**Examination question: volume and stiffness of light elements in the omega cell**

Elements of periods 2 and 3 in the omega (AlB2-type) structure, relaxed without spin polarisation. Ansatz 0.2.0, DFT with PBEsol, scalar-relativistic plane-wave PAW, cutoff 420 eV, Fermi-Dirac smearing of width 0.1 eV. Volumes, bulk moduli and pressure derivatives are fitted to energies at uniformly scaled volumes, extrapolated to zero smearing.

| element | Z | valence electrons | k mesh | volume per atom, PBEsol (Å³) | bulk modulus, PBEsol (GPa) | bulk modulus pressure derivative, PBEsol | neighbour distance, PBEsol (Å) |
| --- | --- | --- | --- | --- | --- | --- | --- |
| Li | 3 | 1 | 8×8×12 | 20.24 | 13.5 | 3.33 | 2.884 |
| Be | 4 | 2 | 12×12×16 | 7.99 | 117 | 3.32 | 2.183 |
| B | 5 | 3 | 14×14×13 | 6.59 | 236 | 3.68 | 2.163 |
| C | 6 | 4 | 7×7×27 | 13.00 | 175 | 3.40 | 1.283 |
| Na | 11 | 1 | 7×7×10 | 36.57 | 7.7 | 3.66 | 3.540 |
| Mg | 12 | 2 | 8×8×12 | 22.80 | 35.4 | 3.99 | 3.074 |
| Al | 13 | 3 | 9×9×13 | 16.81 | 72.2 | 4.45 | 2.813 |
| Si | 14 | 4 | 9×9×14 | 14.42 | 103 | 4.37 | 2.546 |
| P | 15 | 5 | 9×9×14 | 13.80 | 109 | 3.69 | 2.486 |

Let $V$ be the volume per atom, $z$ the number of valence electrons, $Z$ the nuclear charge, $B=-V\,dP/dV$ the bulk modulus and $B'=dB/dP$ its pressure derivative. The hexagonal cell has edges $a$ and $c$ and holds three atoms: one on a plain hexagonal layer and two on a honeycomb layer at height $c/2$.

(a) Which of Na and P is larger, which is stiffer, and why?
(b) Estimate $B$ for Na from the electron density alone and judge the estimate along the series.
(c) What changes when Na is replaced by Li?
(d) Why does C break the run of period 2?
(e) What does the modulus of C measure, and what would change if the cell shape were free?
(f) Is the neighbour distance the bond length?
(g) Is the small step from Si to P real, and which digits can be trusted?

**Model answer**

**(a)** Na is the larger and P the stiffer: P has 0.377 of the volume of Na and about 14 times its modulus, and every step between them goes the same way. The core stays neon-like while $Z$ and $z$ rise together, and electrons of one shell screen each other poorly, so the valence shell is drawn in. More electrons then share less space, and squeezing them costs more energy. This is standard physics of sp metals, and it applies to Si and P here because every row is metallic by band count in this structure. The steps shrink steadily, from $-37.7\,\%$ in volume for Na→Mg to $-4.3\,\%$ for Si→P.

**(b)** Confined electrons push outwards because the Pauli principle forces them into states of rising momentum. For a free gas of density $n=z/V$ the mean kinetic energy is $\tfrac35E_F\propto V^{-2/3}$, which gives $P=\tfrac25nE_F\propto V^{-5/3}$ and $B_{\rm gas}=\tfrac53P=\tfrac23nE_F$. Nothing is fitted. For Na, with $\hbar^2/2m=3.81$ eV Å²:

$$n=\frac{1}{36.57}=0.02734\ \text{Å}^{-3},\qquad k_F=(3\pi^2n)^{1/3}=0.932\ \text{Å}^{-1},\qquad E_F=3.81\times0.932^2=3.31\ \text{eV},$$

$$B_{\rm gas}=\tfrac23\times0.02734\times3.31=0.0603\ \text{eV Å}^{-3}=9.7\ \text{GPa}.$$

The table has 7.7 GPa, which is 0.80 of the estimate and the closest agreement of the nine rows. The gas overshoots in every row, and along period 3 the ratio falls at each step, to 0.15 for P. Its $B'$ of $5/3$ also lies far below every entry of the table.

Theory accounts for the overshoot. A solid at zero pressure needs an inward pull to cancel the kinetic pressure $P_k$, and both exchange and the attraction to the ions scale as $V^{-1/3}$ in energy. Their pressure $-P_k$ goes as $V^{-4/3}$ and contributes $-\tfrac43P_k$ to $B$, which leaves $\tfrac13P_k$, one fifth of the gas value. Repulsion from the core adds stiffness back: with an energy going as $1/V$ and a pressure $P_c$ it gives $B=\tfrac13P_k+\tfrac23P_c$. On this argument the near success for Na is a cancellation between attraction and core repulsion. It does not explain the fall along the period. At zero pressure $P_c$ must equal the pull minus $P_k$, and the ionic pull per electron grows as $z^{2/3}$, which roughly keeps pace with the denser gas. For point ions in a uniform gas at the tabulated volumes the pull is more than twice $P_k$ in every row of period 3, so $P_c$ exceeds $P_k$ and the ratio would stay above three fifths. From Mg onwards the table lies below that, and P at 0.15 is even under the floor of one fifth. Something the uniform gas leaves out must count, most likely the uneven density that ions of higher charge impose on the electrons. The calculation itself is not split into these parts here.

**(c)** Li is smaller and stiffer, because its core is only the 1s shell and its 2p states need not be orthogonal to any core p shell. The product $BV$, the energy scale of compression per atom, is 1.71 eV for Li and 1.76 eV for Na. The whole gain in $B$ therefore goes with the smaller volume, roughly as $1/V$, which is gentler than the $V^{-5/3}$ of a gas with fixed $z$. Li reaches only 0.52 of its gas value, lower than Na, which is the direction the argument of (b) gives for the smaller core. For Be against Mg the product $BV$ is 1.16 times larger, so the rule is already looser in group 2.

**(d)** C is not in the same state as the other rows. The cells of these runs give $c/a$ between 0.57 and 0.62 for seven elements, close to the 0.612 of the bcc-derived omega form, but 0.22 for C. The C cell has collapsed along $c$ and opened sideways into linear chains.

Within a chain the atoms are 1.28 Å apart, while the chains lie about 3.4 Å from one another. The volume of 13.00 Å³, almost twice that of B, is mostly the space between chains. The chemistry is familiar: small second-period atoms overlap their p orbitals sideways well, so a few short multiple bonds beat many long ones. Boron departs the other way, with $c/a=0.98$ and tightly bonded honeycomb nets, so its row should not be read as a plain continuation of Li and Be either.

**(e)** Uniform scaling shortens the stiff chain bonds and the soft gaps by the same fraction. Between 0.92 and 0.96 of the relaxed volume the stress along $c$ rises with slope $-d\sigma/d\ln V=627$ GPa, and the stress across the chains with only 10 GPa. The modulus is the mean over three axes, so 97 % of it comes from the chain direction in that range. In a uniform scaling the chain takes only a third of the volume strain, and its stress enters the pressure with a weight of only a third, so the tabulated 175 GPa is about a ninth of the stiffness along the chains. Under real hydrostatic pressure the gaps would close first, and the modulus would be of order ten GPa at this volume and smaller still as the chains move apart.

The volume of C is soft for the same reason. A rough line through the stresses leaves about 1 GPa across the chains at the nominal minimum, so the chains still push one another apart. The stresses across the chains at 0.88, 0.92 and 0.96 are 2.44, 1.89 and 1.46 GPa, each about three quarters of the one before. That is a decaying repulsion with no zero in sight, so the volume would grow by ten per cent or more and is not settled by these runs. PBEsol has no dispersion term, and adding one would pull the chains together. With one atom per chain period, alternating bond lengths are forbidden by the cell, and spin was switched off, so no magnetic moment could form.

**(f)** Not in general. The cell has three contacts: $c$ along the axis, $\sqrt{a^2/3+c^2/4}$ between layers and $a/\sqrt3$ within the honeycomb. The printed value equals the smaller of the first two in every row, yet the honeycomb contact is the shortest once $c/a>1/\sqrt3=0.577$, which holds for Li, Be, B, Na, Mg and Al. For Na the printed value is only 2.4 % longer than the shortest contact, but B is listed with 2.163 Å while its nets are bonded at 1.65 Å. For C, Si and P the column does give the shortest contact, though for Si only narrowly (2.546 against 2.558 Å), and the order hangs on the k mesh (the grid that samples the Brillouin zone): the excess axial stress noted in (g) would lengthen $c$ and could reverse it.

**(g)** The flattening is larger than the numerical scatter. Birch-Murnaghan curves built from the tabulated $V$, $B$ and $B'$ reproduce the pressure drop that the stresses of the same runs give to within 0.5 % in eight rows and 1.3 % for P. Rounding of $B$ is about 0.5 % for Si and P, against a rise of 5.8 %. The small rise itself is less firm than the flattening: between 0.88 and 0.96 of the volume the pressure drops by 12.73 GPa in Si and 12.65 GPa in P, so the higher $B$ of P comes paired with its lower $B'$. That the added electrons begin to fill antibonding states is a plausible cause of the flattening, but it is a guess, since nothing here separates bonding from antibonding filling.

The last digits are weaker than they look. The smearing entropy alone moves the minimum of Na by 0.23 %, or 0.08 Å³, so the second decimal of its volume rests on the extrapolation to zero smearing. In the Si run at the relaxed volume the axial stress exceeds the basal one by 3.0 GPa, somewhat more than the $+2.4$ GPa of the rough line in the printed output; for Al that line gives $-2.8$ GPa. Incomplete relaxation is not the cause in Si. Its relaxation ended with the two stresses equal within 0.002 GPa on an 8×8×12 k mesh, and the split appears only on the 9×9×14 mesh of the volume runs. This points to the mesh, so $c/a$ of Si is not converged with it. Al may have the same cause, which is not checked here. Moduli are best read to a per cent or two at most, as values of this calculation on these meshes. How far $B$ itself moves with the mesh is untested, which is a further reason not to lean on the small rise from Si to P. Every run also flags the use of PBE datasets with PBEsol, and zero-point motion is absent; the size of these two errors is not tested here.

**Remarks on the reasoning**

The mark-winning step is to check the cell shape before explaining a trend: a space group fixes the label of a structure and leaves its bonding open. An answer that explains C by electron density fails even though its ratio to the gas value, 0.32, looks as ordinary as the 0.33 of Al. Agreement of the fitted curve with the stresses shows that the numbers are consistent with one another; these structures are held by symmetry and need not be stable forms of the elements. The printed output that follows lists the contacts, ratios and checks row by row.

Output of the analysis:

```
Contacts at x1.00 (A); bcc-derived c/a 0.612; a/sqrt3 = c at 0.577
el   c/a  a/sqrt3    c   interlayer printed shortest printed-shortest %
Li  0.585  2.846  2.885  3.190  2.884  2.846  +1.4
Be  0.613  2.056  2.184  2.328  2.183  2.056  +6.2
B   0.984  1.647  2.806  2.163  2.163  1.647  +31.3
C   0.217  3.419  1.282  3.479  1.283  1.282  +0.1
Na  0.591  3.456  3.540  3.883  3.540  3.456  +2.4
Mg  0.606  2.929  3.074  3.308  3.074  2.929  +4.9
Al  0.618  2.630  2.813  2.982  2.813  2.630  +7.0
Si  0.575  2.558  2.546  2.857  2.546  2.546  -0.0
P   0.567  2.532  2.486  2.821  2.486  2.486  +0.0
el  V/z(A3) B*V(eV) B*V/z(eV) free-gas B(GPa) table/gas rounding of B %; gas B' = 5/3
Li   20.24   1.71   1.71    25.9  0.52  0.37
Be    3.99   5.83   2.92   387.2  0.30  0.43
B     2.20   9.71   3.24  1049.3  0.22  0.21
C     3.25  14.20   3.55   546.2  0.32  0.29
Na   36.57   1.76   1.76     9.7  0.80  0.65
Mg   11.40   5.04   2.52    67.4  0.52  0.14
Al    5.60   7.58   2.53   220.3  0.33  0.07
Si    3.60   9.27   2.32   459.5  0.22  0.49
P     2.76   9.39   1.88   717.2  0.15  0.46
V step %: Li>Be -60.5, Be>B -17.5, B>C +97.3
B step %: Li>Be +766.7, Be>B +101.7, B>C -25.8
V step %: Na>Mg -37.7, Mg>Al -26.3, Al>Si -14.2, Si>P -4.3
B step %: Na>Mg +359.7, Mg>Al +104.0, Al>Si +42.7, Si>P +5.8
pair: V ratio, B ratio, B*V ratio, dlnB/dlnV (free gas at fixed z: -1.67)
Li/Na: 0.553, 1.75, 0.97, -0.95
Be/Mg: 0.350, 3.31, 1.16, -1.14
B/Al: 0.392, 3.27, 1.28, -1.26
P/Na: 0.377, 14.16, 5.34, -2.72
el P(0.88) run,BM; P(0.96) run,BM; drop BM-run %; P from V rounding (GPa); V shift by smearing %
Li    2.17   2.14;  0.62  0.60; -0.5; 0.003; 0.14
Be   18.39  18.41;  5.11  5.09; +0.3; 0.073; 0.03
B    38.11  38.15; 10.41 10.39; +0.2; 0.179; 0.02
C    28.04  28.08;  7.87  7.92; -0.0; 0.067; 0.01
Na    1.25   1.23;  0.34  0.33; -0.3; 0.001; 0.23
Mg    5.77   5.75;  1.53  1.50; +0.3; 0.008; 0.12
Al   12.10  12.05;  3.16  3.07; +0.5; 0.021; 0.12
Si   17.22  17.29;  4.49  4.50; +0.5; 0.036; 0.01
P    17.45  17.53;  4.81  4.73; +1.3; 0.039; 0.09
axial-basal stress, rough line to x1.00 (GPa): Be +0.8, B +0.7, Na +0.2, Mg +0.1, Al -2.8, Si +2.4, P +0.4
the same in % of B: Be +0.6, B +0.3, Na +2.3, Mg +0.3, Al -3.9, Si +2.3, P +0.4
C basal stress, rough line to x1.00: 1.0 GPa
B -dstress/dlnV x0.92-0.96: basal 346, axial 192 GPa; axial share of B 22 %
C -dstress/dlnV x0.92-0.96: basal 10, axial 627 GPa; axial share of B 97 %
```
